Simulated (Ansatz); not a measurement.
A series in volume scale on Nb

Results calculated with Ansatz 0.2.0, not measured. Plane-wave DFT, scalar-relativistic PAW made under PBE with cores redone for the functional, no dispersion; the given relaxed cell is scaled uniformly, energy at zero smearing counts from the unscaled cell, pressure at the given Fermi-Dirac smearing is positive in compression.

The cell before it is scaled or strained (space group P6_3/mmc, No. 194):
```
CELL_PARAMETERS angstrom
2.86100 0.00000 0.00000
-1.43050 2.47770 0.00000
0.00000 0.00000 5.24420
ATOMIC_POSITIONS crystal
Nb 0.33333 0.66667 0.25000
Nb 0.66667 0.33333 0.75000
```

Settings of every row: spin polarised no; functional r2SCAN; wave cutoff 500 eV; smearing width 0.1 eV; k mesh 14x14x7.

Atom starting moment: 0 on all atoms.

Limits: the cell comes from a prototype or a list of computed structures and needn't be the stable phase.

| row | volume scale | V (Å³/atom) | pressure (GPa) | energy change per atom (meV) |
| --- | --- | --- | --- | --- |
| 1 | 0.88 | 16.357 | 26.43 | 162.9 |
| 2 | 0.92 | 17.1 | 15.87 | 66.53 |
| 3 | 0.96 | 17.844 | 7.14 | 14.8 |
| 4 | 1.04 | 19.331 | -6.12 | 15.9 |
| 5 | 1.08 | 20.074 | -11.12 | 57.36 |
| 6 | 1.12 | 20.818 | ? | ? |

Question: what pressure and energy change per atom should row 6 give?

Worked fit of pressure. Take u = (V_r/V)^(2/3) − 1 with V_r = 17.844 Å³ an atom, which is twice the finite (Eulerian) strain; such expansions in the strain, on which the Birch-Murnaghan equation of state is built, carry the rest volume and the bulk modulus. The shown rows have u = 0.05972, 0.0288, 0, -0.05196, -0.0755. Least squares give pressure = 7.137 + 286.92 × u + 600.9 × u² GPa; a straight line predicts inner rows, each left out in turn, worse (root mean square 1.2 against 0.039 GPa). The rows lie off it by 0.02, -0.03, 0.00, 0.03, -0.02. The pressure vanishes at u = -0.0263, or V = 18.57 Å³ an atom, and there the bulk modulus at fixed shape and fractions is B = −V dP/dV = (2/3)(1 + u) dP/du = 166 GPa. Letting shape and atoms relax would as a rule lower it, by much in layered, chain or molecular crystals. The withheld row has u = -0.09766, so the fit gives 7.137 + 286.92 × (-0.09766) + 600.9 × (-0.09766)² = -15.15 GPa.

The calculation gave -15.26 GPa. The fit lies 0.11 GPa (0.26 % of the column's range) above it; its largest miss of a shown row is 0.03 GPa. This row lies beyond the range of the fit.

Worked fit of energy change per atom. Take u = (V_r/V)^(2/3) − 1 with V_r = 17.844 Å³ an atom, which is twice the finite (Eulerian) strain; such expansions in the strain, on which the Birch-Murnaghan equation of state is built, carry the rest volume and the bulk modulus. The shown rows have u = 0.05972, 0.0288, 0, -0.05196, -0.0755. Least squares give energy change per atom = 14.752 + 1139.15 × u + 22513.9 × u² meV; a straight line predicts inner rows, each left out in turn, worse (root mean square 46 against 0.5 meV). The rows lie off it by -0.18, 0.30, 0.05, -0.45, 0.28 (root mean square 0.28 meV). The withheld row has u = -0.09766, so the fit gives 14.752 + 1139.15 × (-0.09766) + 22513.9 × (-0.09766)² = 118.23 meV.

The calculation gave 120.02 meV. The fit lies 1.79 meV (1.5 % of the value, 1.2 % of the column's range) below it; its largest miss of a shown row is 0.45 meV. This row lies beyond the range of the fit.
